## Band gap of evenly strained WSe₂: results and discussion

WSe₂ is a stack of layers, each a sheet of tungsten between two sheets of selenium. Starting from the cell of row 20.663, every edge is shortened or lengthened by nearly the same fraction, up to 4 %. The letters Γ and K stand for the centre and the corner of the hexagonal Brillouin zone. "Volume" is per atom, and "least direct gap" is the smallest gap at one and the same wave vector. The atomic positions were relaxed with the functional r2SCAN-rVV10; the gaps were then computed with PBE at those fixed positions.

Bulk WSe₂, computed with Ansatz 0.2.0 using PBE without spin polarisation or spin–orbit coupling, PAW potentials, a plane-wave cutoff of 420 eV, a 12 × 12 × 2 k mesh and Fermi–Dirac smearing of 0.02 eV. The band edges were also sought between mesh points, except in row 20.663.

```tsv
volume (Å³/atom)	c/a	shortest distance (Å)	band gap (eV)	least direct gap (eV)
18.282	3.9848	2.499	0.799	1.611
18.859	3.9848	2.507	0.865	1.766
19.448	3.9848	2.515	0.924	1.726
20.050	3.9848	2.523	0.976	1.608
20.663	3.9848	2.530	1.043	1.496
20.666	3.9851	2.530	1.022	1.496
21.290	3.9848	2.538	1.061	1.392
21.879	3.9851	2.545	0.997	1.302
21.928	3.9848	2.546	0.985	1.295
22.579	3.9848	2.554	0.840	1.206
23.244	3.9848	2.562	0.702	1.126
```

### 1. Is the gap direct in any row?

No. In every row the least direct gap exceeds the band gap, by at least 0.3 eV. The highest filled level lies at Γ throughout, while the lowest empty level lies elsewhere. An electron crossing the gap must therefore change its wave vector as well as its energy, which makes light emission weak.

### 2. Why does the gap rise and then fall?

Two conduction valleys compete, and the gap belongs to whichever is lower. Up to 21.29 Å³/atom the minimum lies between Γ and K; from 21.879 Å³/atom on it lies at K. Measured from the valence top, the first valley climbs as the cell grows and the second sinks. The peak is where they change places, so no single level has to turn round.

One likely contribution to the rising branch is the contact between layers. The states at Γ and in the valley between Γ and K reach into the space between the layers. Squeezing the layers together pushes the filled level up and the empty one down, which narrows the gap. Compressing each layer in its own plane may also lower the valley between Γ and K. The table changes the layers and their spacing together, so it doesn't separate the two effects.

### 3. At what volume do the valleys cross, and which digits hold?

Near the peak each valley can be followed by a straight line through two of its rows: 20.666 and 21.29 for the first, 21.879 and 22.579 for the second. With $V$ the volume in Å³/atom and the gaps in eV,

$$E_1 = 1.061 + 0.0625\,(V-21.290),\qquad E_K = 0.997 - 0.2243\,(V-21.879).$$

Setting $E_1=E_K$ gives $V\approx21.5$ and a gap of about 1.08 eV, slightly above any row. Carried on to the last row, which it didn't use, the K line gives 0.69 eV against the computed 0.70 eV. The other line is carried much farther and misses by more: at the first row it gives 0.87 eV instead of 0.80 eV. The lines should thus be used only near the crossing.

Even the second decimal can't be trusted everywhere. Rows 20.663 and 20.666 are almost the same crystal, yet their gaps differ by 0.021 eV. In the first, the conduction minimum was sought only on the mesh, which misses the valley bottom; the second, searched more finely, is the better value. K is itself a mesh point, so the rows with the minimum there escape this error.

### 4. What makes the gap fall once K has taken over?

Two things do. In these rows the least direct gap also lies at K, so both gaps end at the same empty level. Their difference is then exactly the height of the filled level at Γ above that at K. From 21.928 to 23.244 Å³/atom the gap falls by 0.283 eV: 0.169 eV comes from the shrinking direct gap at K, and the remaining 0.114 eV from the rise of Γ over K.

The larger part has a simple limiting case. The levels on both sides of the gap at K are mainly tungsten d states, held apart by overlap with neighbouring atoms. With the atoms pulled far apart, that overlap and the splitting it causes would vanish. Stretching the sheet is a first step in that direction. This is standard bonding theory; the orbital make-up of the levels wasn't available to test it here.

### 5. The layers move apart, so why does Γ rise over K?

Consider two extremes. If rigid layers were pulled apart, the filled level at Γ would lose the push from the neighbouring layers and sink. The level at K, which sits mostly in the tungsten plane, would hardly notice. If instead a single layer were stretched, only its own bonds could change the order of the levels.

The computed cells combine both changes. From the first row to the last the spacing between layers widens by 0.68 Å, while each layer thins by 0.16 Å. Among the rows with the conduction minimum at K, Γ nevertheless rises over K, from 0.31 to 0.42 eV. Deformation within the layer must therefore outweigh the loss of contact there. Shorter bonds can't be the reason, since the W–Se distance grows slightly. The changed bond angle could be: as the layer flattens, the selenium and tungsten orbitals may overlap more at Γ and raise the antibonding level there. This remains a guess.

### 6. What would change if spin–orbit coupling were included?

Tungsten is heavy, so the filled levels at K are expected to split by several tenths of an electronvolt, and the upper one to rise by up to about half of that. The direct gap at K would shrink accordingly. The filled level at Γ should move far less. Much of its lead over K could therefore go too, and these results don't settle how firmly the valence top stays at Γ. PBE gaps are also generally too small.

The conduction valleys would shift against each other as well. A relative shift of only 0.1 eV moves the crossing by about 0.35 Å³/atom, or roughly half a per cent in each cell edge. For a strained WSe₂ channel, the useful result is that a small strain can change which valley carries the electrons, and with it their effective mass. The threshold can't be taken from this table, also because a film stretched by its substrate needn't widen its layer spacing as these cells do.

### 7. Why does the direct gap shrink again in the smallest cell?

From the largest cell down to 19.448 Å³/atom, compression widens the direct gap at K, as the overlap argument demands. At 18.859 the least direct gap lies away from K, so the gap at K must be at least 1.766 eV, wider still. At 18.282 it is back at K, but at only 1.611 eV. The gap at K has therefore dropped by at least 0.155 eV in one step.

A peak of this kind would arise if another level took over at K, just as another valley takes over in question 2. That is a guess, since the separate level energies at K aren't at hand. Following those levels and their orbital character through the three smallest cells would decide it. Until then the overlap argument shouldn't be carried below 18.859 Å³/atom.

The printed analysis below gives the layer geometry, the division of the fall and the crossing estimate.

Output of the analysis:

```
Geometry and gaps by row:
     row  edge a in Å  Se-Se layer thickness in Å  spacing between layers in Å  conduction minimum at K (1 yes)  direct less indirect gap in eV
  18.282        3.168                       3.406                        2.905                                0                           0.812
  18.859        3.201                       3.388                        2.989                                0                           0.901
  19.448        3.234                        3.37                        3.073                                0                           0.802
   20.05        3.267                       3.352                        3.157                                0                           0.632
  20.663          3.3                        3.33                        3.245                                0                           0.453
  20.666          3.3                        3.33                        3.245                                0                           0.474
   21.29        3.333                        3.31                         3.33                                0                           0.331
  21.879        3.363                       3.291                        3.411                                1                           0.305
  21.928        3.366                        3.29                        3.416                                1                            0.31
  22.579        3.399                        3.27                        3.502                                1                           0.366
  23.244        3.432                       3.249                        3.589                                1                           0.424
Growth of edge a from first to last row in %: 8.333
Growth of W-Se distance from first to last row in %: 2.521
Change of layer thickness from first to last row in Å: -0.1574
Change of spacing between layers from first to last row in Å: 0.6833
Rise of the gap from 18.282 to 21.290 in eV: 0.262
Fall of the gap from 21.290 to 23.244 in eV: 0.359
Gap of 20.663 (mesh only) less gap of 20.666 (edges searched) in eV: 0.021
Fall of the indirect gap from 21.928 to 23.244 in eV: 0.283
Part from the shrinking direct gap at K in eV: 0.169
Part from the rise of the valence top at Gamma over K in eV: 0.114
Share of the direct gap at K in the fall in %: 59.72
Slope before the crossing in eV per Å³/atom: 0.0625
Slope after the crossing in eV per Å³/atom: -0.2243
Estimated crossing volume in Å³/atom: 21.53
Estimated gap at the crossing in eV: 1.076
Shift of the crossing for a 0.1 eV relative valley shift in Å³/atom: 0.3487
Least drop of the direct gap at K from 18.859 to 18.282 in eV: 0.155
Rise of the direct gap at K from 20.050 to 19.448 in eV: 0.118
```
